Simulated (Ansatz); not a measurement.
## Ge: phonon heat capacity and phonon entropy against temperature

All results are calculated (Ansatz 0.2.0). Harmonic phonon free energy (zero-point part included), entropy and heat capacity at constant volume from interpolated force constants; periodic cell, basis, potentials, k mesh and filling as listed.

Structure of every row (space group I4_1/amd, No. 141):
```
CELL_PARAMETERS angstrom
-2.57450 2.57450 1.39740
2.57450 -2.57450 1.39740
2.57450 2.57450 -1.39740
ATOMIC_POSITIONS crystal
Ge 0.25000 0.75000 0.50000
Ge 0.50000 0.50000 0.00000
```

Settings of every row: functional LDA; dispersion none; potentials PAW; wave cutoff 420 eV; density cutoff 1680 eV; k mesh 14x14x14; k shift 0x0x0; occupations cold; smearing width 0.1 eV; spin none; phonon method finite displacements; phonon supercell 2x2x2; dipole term of polar modes left out.

Limits: coarse k mesh, up to 40 meV an atom off; volume not checked for rest; the cell comes from a prototype or a list of computed structures and needn't be the stable phase.

```csv
row,temperature (K),phonon heat capacity (k_B/atom),phonon entropy (k_B/atom),phonon free energy (meV/atom)
1,160,2.76,3.695,-6.1
2,240,2.889,4.843,-35.77
3,320,2.936,5.682,-72.18
4,400,2.959,6.34,-113.7
5,480,2.971,6.881,-159.33
6,560,2.979,7.339,-208.38
7,640,2.984,7.737,-260.38
8,720,?,?,?
9,800,2.99,8.404,-371.82
10,880,2.991,8.689,-430.76
11,960,2.993,8.949,-491.57
```

Question: what phonon heat capacity and phonon entropy should row 8 give?

Worked fit of phonon heat capacity. At high temperature a harmonic heat capacity falls short of its limit by a term in 1/T², so take t = (100 K / T)². The shown rows have t = 0.39062, 0.17361, 0.09766, 0.0625, 0.0434, 0.03189, 0.02441, 0.01562, 0.01291, 0.01085. Least squares give phonon heat capacity = 2.9999 − 0.6627 × t + 0.1243 × t² k_B/atom; a straight line predicts inner rows, each left out in turn, worse (root mean square 0.0016 against 0.00048 k_B/atom). All shown rows lie on it to the printed digit. The constant, 2.9999 k_B/atom, is to be held against the harmonic limit of 3 k_B an atom. The withheld row has t = 0.01929, so the fit gives 2.9999 − 0.6627 × (0.01929) + 0.1243 × (0.01929)² = 2.987 k_B/atom.

The calculation gave 2.987 k_B/atom. The fit meets it to the printed digit.

Worked fit of phonon entropy. Entropy rises as the heat capacity times the change of ln T, so take t = ln(T / 300 K). The shown rows have t = -0.6286, -0.2231, 0.0645, 0.2877, 0.47, 0.6242, 0.7577, 0.9808, 1.0761, 1.1632. Least squares give phonon entropy = 5.4982 + 2.91015 × t + 0.05205 × t² k_B/atom; a straight line predicts inner rows, each left out in turn, worse (root mean square 0.014 against 0.0053 k_B/atom). The rows lie off it by 0.006, -0.009, -0.004, 0.000, 0.004, 0.004, 0.004, 0.001, -0.001, -0.005 (root mean square 0.0046 k_B/atom), a smooth pattern that one more power would take up: the form is only approximate. The slope at t = 0, 2.91 k_B/atom, estimates the heat capacity at 300 K. The withheld row has t = 0.8755, so the fit gives 5.4982 + 2.91015 × (0.8755) + 0.05205 × (0.8755)² = 8.086 k_B/atom.

The calculation gave 8.089 k_B/atom. The fit lies 0.003 k_B/atom (0.057 % of the column's range) below it; its largest miss of a shown row is 0.009 k_B/atom.

The other values of row 8: phonon free energy -314.96 meV/atom.
